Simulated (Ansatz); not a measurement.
**Which isomer of CH4BF gives these data?**

These gas-phase data were calculated for one isomer of CH4BF at PBE0-D4/def2-TZVP (harmonic, unscaled wavenumbers; equilibrium rotational constants with average atomic masses):

```
rotational constants            : 42.73, 9.508, 8.164 GHz
all wavenumbers above 1500 cm⁻¹ : 3025, 2995, 2689, 2597
dipole moment                   : 1.70 D (PBE0/def2-TZVPD)
```

Candidates:

(1) `BCF`, a singlet
(2) `CBF`, a singlet

Task: Which candidate do the data belong to?

Result: Candidate (1). 2 modes lie between 2350 and 2900 cm⁻¹, one for each B–H bond, while (2) has 1.

The same quantities for all candidates:

```
     rotational constants (GHz)  wavenumbers above 1500 cm⁻¹  dipole (D)  E above the lowest, PBE0-D4/def2-TZVP (kcal/mol)
(1)         42.73, 9.508, 8.164       3025, 2995, 2689, 2597        1.70                                              59.8
(2)         49.59, 8.729, 7.771       3144, 3096, 3038, 2595        1.34                                               0.0
```

Each candidate is one conformer. Programs: Ansatz 0.2.0.

The assignment to fluoromethylborane, H2B–CH2F, rests on the X–H stretches: two C–H and two B–H modes, against three and one in CH3–BHF. The B–H stretches lie lower mainly because the B–H bond has the smaller force constant; the reduced masses differ little. The rotational constants agree with this, since the wider angle expected at trigonal boron and the heavier methyl end probably explain why CH3–BHF has the larger A but smaller B and C.

The assigned isomer is also the less stable one, by 59.8 kcal/mol. Moving fluorine from carbon to boron exchanges a C–F and a B–H bond for a much stronger B–F bond and a C–H bond. The B–F bond gains from its polarity and from donation of a fluorine lone pair into the empty boron p orbital. That back-donation probably also contributes to the smaller dipole moment of CH3–BHF. The energy gap gives a strong driving force for fluorine migration to boron, but whether H2B–CH2F could persist depends on the barrier, which the energies of the two isomers do not reveal.
